Student: I don't accept that undoped InAs0.4Sb0.6 is degenerate at 300 K. An intrinsic crystal has its Fermi level near midgap, and degeneracy needs heavy doping.

Lecturer: Near midgap, plus (3/4)kT ln(mh/me). In a wide gap that shift is a detail. Here it competes with half the gap. Take three typical inputs for this alloy at 300 K: gap Eg = 0.10 eV, band-edge electron mass me = 0.010 m0, heavy-hole density-of-states mass mh = 0.42 m0. With kT = 25.85 meV define

γ = Eg/kT = 3.868, β = 1/γ = 0.2585, η = (EF − Ec)/kT.

The effective densities are N = 2(m kT/2πħ²)^(3/2), spin included, so Nc = 2.51×10¹⁶ cm⁻³ and Nv = 6.83×10¹⁸ cm⁻³. Their ratio is M = (mh/me)^(3/2) = 42^(3/2) = 272, and ln M = 5.607. Every number that follows is the model's for these inputs. I carry three or four figures only so that we can tell approximations apart.

Student: Then the textbook formula gives η = (ln M − γ)/2 = 0.87. That is above the band edge, where the formula is invalid, so it proves nothing.

Lecturer: Agreed. So we build something we can solve without that approximation. Start with two levels: gc states per volume at Ec and gv states at Ev = Ec − Eg. Electrons get the Fermi function. Holes are far from degenerate, so they get the Boltzmann factor. With u = e^η,

n = gc u/(1 + u), p = gv e^(−γ)/u.

Neutrality n = p gives u²/(1 + u) = Q with Q = (gv/gc)e^(−γ), so u = [Q + √(Q² + 4Q)]/2. The Fermi level sits at the upper level when u = 1, which is Q = 1/2, or

γ = ln(gv/gc) − ln(1/2). (1)

The product is np = gc gv e^(−γ)/(1 + e^η), which depends on η and hence on doping.

Student: Put in gc = Nc and gv = Nv. Then Q = 5.69, u = 6.56, η = 1.88. But that is a caricature. One level saturates, a band does not.

Lecturer: It overstates the blocking, but it shows both halves of the result. The onset condition is the logarithm of a state ratio minus the logarithm of an occupation number, and the product is cut by a Pauli factor. To get the right occupation number we need the band. The smallest band model has three basis functions per spin: the s-like conduction function, the p-like combination that couples to it along k, and the heavy-hole combination that does not. With energy measured from Ec,

H(k) = [[0, Pk, 0], [Pk, −Eg, 0], [0, 0, −Eg − ħ²k²/2mh]].

This is Kane's 1957 model with the split-off band and the free-electron term removed. P is the effective coupling, √(2/3) times Kane's matrix element. The upper block has the secular equation E(E + Eg) = P²k², so

E± = −Eg/2 ± √(Eg²/4 + P²k²).

At small k, E₊ ≈ P²k²/Eg, which fixes P² = ħ²Eg/2me, here P = 6.17 eV Å. The conduction branch then obeys E(1 + E/Eg) = ħ²k²/2me with no further parameter. The branch E₋ is its mirror image, the light hole.

Student: And the density is an integral that has to go to a computer.

Lecturer: The integral is n = (1/π²)∫k² f dk. With x = E/kT it reads n = Nc S(η, β), where

S = (2/√π) ∫₀^∞ √(x(1 + βx)) (1 + 2βx) / (1 + e^(x−η)) dx. (2)

For η ≤ 0 it has a closed form. Expand f = Σ (−1)^(j+1) e^(j(η−x)), j = 1, 2, …, and set Pk = (Eg/2) sinh θ and z = γ/2. Then x = z cosh θ − z, and each term contains

∫₀^∞ sinh²θ cosh θ e^(−y cosh θ) dθ = K₂(y)/y, y = jz,

with K₂ the modified Bessel function. In the same variables Nc = 2(Eg/2P)³(2πz)^(−3/2). Dividing,

S = Σ (−1)^(j+1) e^(jη) j^(−3/2) A(jz), A(y) = √(2y/π) e^y K₂(y). (3)

The j = 1 term is the Boltzmann limit, n = Nc A(z) e^η, so A(z) is the exact factor by which non-parabolicity multiplies Nc. For a wide gap A → 1 and (3) becomes the series of the Fermi–Dirac integral F_1/2(η), in the normalisation F_s(η) = [1/Γ(s+1)]∫ x^s/(1 + e^(x−η)) dx, which tends to e^η for large negative η.

Student: Numbers, please.

Lecturer: z = 1.934, and A(z) = 2.159, A(2z) = 1.535, A(3z) = 1.346. At η = 0 the terms of (3) run 2.159 − 0.543 + 0.259 − 0.157 + …, slowly but monotonically shrinking, and the sum is S(0, β) = 1.781. Now neutrality. With Boltzmann heavy holes, p = Nv e^(−η−γ), so n = p reads

ln S(η, β) + η = ln M − γ. (4)

The left side increases with η, so there is one root. Setting η = 0 gives the onset exactly:

Eg/kT = (3/2) ln(mh/me) − ln S(0, kT/Eg). (5)

If Eg/kT is smaller than the right side, the intrinsic Fermi level is inside the conduction band. Compare (1): the 1/2 has become S(0, β).

Student: The version I memorised has ln(0.765 + 3.25 kT/Eg). Which is right?

Lecturer: Yours is the first-order form of (5). For large y, A(y) ≈ 1 + 15/(8y) + 105/(128y²). Put y = j/(2β) and resum over j:

S ≈ F_1/2(η) + (15/4)β F_3/2(η) + (105/32)β² F_5/2(η). (6)

The same coefficients follow from expanding √(1 + βx)(1 + 2βx) = 1 + (5/2)βx + (7/8)β²x² + … in (2). At η = 0 the integrals are F_s(0) = (1 − 2^(−s)) ζ(s + 1), which gives F_1/2(0) = 0.765, F_3/2(0) = 0.867 and F_5/2(0) = 0.928. Hence S(0, β) ≈ 0.765 + 3.25β + 3.04β². Keep two terms and you have your formula,

Eg/kT = (3/2) ln(mh/me) − ln(0.765 + 3.25 kT/Eg). (7)

Student: With β = 0.26 the correction is 0.841, larger than the leading 0.765. That is no expansion. I would not trust it at all.

Lecturer: Your suspicion is fair, and (3) lets us test it. The exact sum splits as 0.765 + 0.841 + 0.203 − 0.028 = 1.781, where the last entry is everything beyond second order. The first-order value 1.606 is 10 per cent low. The series (6) is only asymptotic, because the square root cannot be expanded for x > 1/β, but its second-order term is already four times smaller than its first. And S enters through a logarithm, so 10 per cent costs 0.104 on a right side of about five. At our β the right side is 5.87 for a parabolic band, 5.13 from (7) and 5.03 from (5). All three exceed γ = 3.87, the exact one by 1.16. The model crystal is past the onset.

Student: How far past, in something I can picture?

Lecturer: Three ways. Solve the condition for γ at a fixed mass ratio of 42 and call the root γ*. Convert it to the gap γ*kT at 300 K, or to the temperature Eg/(kγ*) at a fixed gap of 0.10 eV. Or fix γ and solve for the mass ratio, which is explicit: mh/me = [e^γ S(0, β)]^(2/3).

treatment | γ* | onset gap at 300 K | onset T at fixed gap | onset mh/me at 300 K
parabolic | 5.87 | 152 meV | 198 K | 11.0
first order, (7) | 5.28 | 137 meV | 220 K | 18.1
exact, (5) | 5.21 | 135 meV | 223 K | 19.4

So (7) misplaces γ* by only 1.5 per cent, while ignoring non-parabolicity moves the onset gap from 135 to 152 meV. Non-parabolicity delays degeneracy, because the extra states hold the electrons at a lower Fermi level. The verdict at 300 K is robust: the mass ratio would have to fall from 42 to below 19.4, or the gap rise from 100 to above 135 meV, to undo it. The temperature column is weaker. The gap of such alloys typically widens on cooling, so γ grows faster than 1/T and the onset lies above the fixed-gap value.

Student: Now the Fermi level itself. Your series diverges for η > 0.

Lecturer: It does, since e^(jη) wins over j^(−3/2). There we integrate (2) numerically and solve (4), whose right side is 1.738. The root is η = 0.640, or EF − Ec = 16.5 meV, with S = 3.00. Here are five treatments side by side, ni in 10¹⁶ cm⁻³.

band, electron statistics | η | ni
parabolic, Boltzmann | 0.87 | 5.98
parabolic, Fermi | 1.17 | 4.42
Kane first order, Fermi | 0.70 | 7.07
Kane exact, Boltzmann | 0.48 | 8.79
Kane exact, Fermi | 0.64 | 7.53

Fermi statistics raise η and lower ni. Non-parabolicity does the opposite. The first row profits from a partial cancellation of two omissions.

Student: You threw away the light hole that your own matrix contains, and you called the heavy holes Boltzmann in a gap of less than four kT.

Lecturer: Both have a size. By the mirror symmetry the light holes number Nc S(−η−γ, β) ≈ Nc A(z) e^(−η−γ), a fraction A(z)/M = 0.8 per cent of the heavy holes. Fermi statistics multiply the heavy holes by H = F_1/2(−η−γ) e^(η+γ) ≈ 1 − e^(−η−γ)/2^(3/2), a reduction of 0.4 per cent at the intrinsic level. The net change in p is +0.4 per cent. The full neutrality condition of the three-function model at the onset is S(0, β) = M F_1/2(−γ) + S(−γ, β), every term a convergent series, and it raises γ* by 0.005. Neither correction matters there.

Student: And what the matrix leaves out?

Lecturer: That matters somewhat more. Add a fourth function, the split-off state at −Eg − Δ. With Kane's full element P₀, the s function couples with √(2/3) P₀k to the light state and √(1/3) P₀k to the split-off state, and the determinant gives

E(E + Eg)(E + Eg + Δ) = P₀²k²(E + Eg + 2Δ/3).

Written as E(1 + αE + …) = ħ²k²/2me, this has α = 1/Eg + 1/(Eg + Δ) − 1/(Eg + 2Δ/3). For an assumed Δ = 0.6 eV, αEg = 0.943. At fixed me the first-order term of S(0, β) falls by 0.048, which is 2.7 per cent of S. The free-electron term multiplies α by (1 − me/m0)², a further 2.0 per cent off α. These act against the 10 per cent gain from higher orders in β and offset part of it. So (5) is exact for the model, and for a real crystal its third figure means nothing.

Student: Second half. I was told that beyond the onset np falls below the Boltzmann product by the factor F_1/2(η)/e^η. If that is so, ni² should be below Nc Nv e^(−γ). Your table has 7.53 against 5.98.

Lecturer: Good catch, and it needs two repairs. First, which product? For any η,

np = Nc Nv e^(−γ) S(η, β) e^(−η).

At the intrinsic level S e^(−η) = 1.58, so np is above the parabolic product. The constant that np approaches when both carriers are non-degenerate is the Boltzmann product of the actual band, (np)_B = A(z) Nc Nv e^(−γ), whose square root is the 8.79 in the table. The meaningful ratio is

R(η) = np/(np)_B = S(η, β)/[A(z) e^η]. (8)

Second, R equals F_1/2(η)/e^η only for β → 0. To first order it is [F_1/2 + (15/4)β F_3/2]/[(1 + (15/4)β) e^η], with (15/4)β = 0.969 here.

Student: Why should the exact R differ in one definite direction?

Lecturer: Use the identity f = e^(η−x)(1 − f). Put it in (2), and R becomes the average of the vacancy probability 1 − f over the Boltzmann distribution of the band, with weight g(x)e^(−x), where g is the density of states. Three things follow. R is always below one. R falls steadily as η rises. And since 1 − f increases with x, any change that tilts the weight toward higher energy raises R. The Kane density is the parabolic one times √(1 + βx)(1 + 2βx), an increasing function, so R exceeds F_1/2/e^η at every η. At η = 0 the sequence is 1/2 for the single level, 0.765 for the parabola and 1.781/2.159 = 0.825 for the Kane band. From (3), the leading departure is R ≈ 1 − 0.251 e^η, with coefficient A(2z)/[2^(3/2)A(z)], against 1 − 0.354 e^η for the parabola.

Student: Then nothing switches on at the onset. The product is already reduced at η = 0.

Lecturer: Correct. η = 0 is a marker, and no quantity has a kink there. Doping enters only through the net ionised charge, n − p = ND⁺ − NA⁻, so compensated and uncompensated crystals with the same difference share one η in this rigid-band model. The second column below is Nc S − Nv e^(−η−γ) in cm⁻³. The last column is the hole factor H that the Boltzmann treatment sets to one.

η | ND⁺ − NA⁻ | F_1/2/e^η | R first order | R exact | H
−2 | −1.0×10¹⁸ | 0.955 | 0.966 | 0.968 | 0.950
0 | −9.8×10¹⁶ | 0.765 | 0.815 | 0.825 | 0.993
0.640 | 0 | 0.651 | 0.719 | 0.733 | 0.996
2 | +1.8×10¹⁷ | 0.382 | 0.472 | 0.492 | 0.999

The exact R exceeds the parabolic factor by 8 per cent at the edge, 13 per cent at the intrinsic level and 29 per cent at η = 2. The discrepancy keeps growing. For large η the Fermi function becomes a step and S → (4/3√π)[η(1 + βη)]^(3/2), so the ratio of R to F_1/2/e^η approaches (1 + βη)^(3/2)/A(z). "About F_1/2/e^η" gives the right trend and a rough size near the edge, and it always overstates the reduction.

Student: The second row says that it takes about 10¹⁷ acceptors just to bring the Fermi level down to the band edge.

Lecturer: Yes, 9.8×10¹⁶ cm⁻³ of net ionised acceptors. At that point n = 4.5×10¹⁶ and p = 1.4×10¹⁷ cm⁻³, so a p-doped crystal still has its lowest conduction states half filled.

Student: Then I dope it harder, restore Boltzmann electrons and recover mass action.

Lecturer: Look at the first row. At η = −2 the electrons fall short of Boltzmann by a factor 0.968, but the Fermi level is now only 1.87 kT above the valence edge and the holes fall short by 0.950. The hole correction has overtaken the electron correction, and the true ratio is RH = 0.919. Moving η either way gains on one factor and loses on the other. The best case is near η = −1.75, where np is still 8 per cent below (np)_B. A gap of under four kT has no room for both carriers to be non-degenerate. Near 10¹⁸ cm⁻³ the rigid bands themselves are also suspect, since band tails and gap narrowing are outside the model.

Student: In practice nobody uses (np)_B. I would write p = ni²/n with the true ni. How wrong is that?

Lecturer: With Boltzmann holes, np/ni² = R(η)/R(ηi), where ηi = 0.640. On the n side it is below one: at η = 2 it is 0.492/0.733 = 0.67. There n = 1.97×10¹⁷ cm⁻³, the model has p = 1.93×10¹⁶ cm⁻³, and ni²/n would give 2.88×10¹⁶ cm⁻³. On the p side it is above one: 0.825/0.733 = 1.13 at η = 0. So the sign of the failure depends on the type of doping, because ni² itself is already reduced by 0.733.

Student: Let me restate it. The onset is where Eg/kT equals (3/2) ln(mh/me) − ln S(0, kT/Eg). In the three-function model S(0, β) is the alternating Bessel sum, and 0.765 + 3.25 kT/Eg is its first-order form, good to 1.5 per cent in γ* for a mass ratio of 42. The product np depends on doping on both sides of the onset. It lies below A(z) Nc Nv e^(−γ) by the factor R, which reduces to F_1/2(η)/e^η only for a parabolic band and is larger otherwise.

Lecturer: Yes. For the typical inputs we assigned to InAs0.4Sb0.6 at 300 K, the model's intrinsic Fermi level is 0.64 kT inside the conduction band, the model's ni is 7.5×10¹⁶ cm⁻³, and its R at that level is 0.73 where the parabolic rule gives 0.65.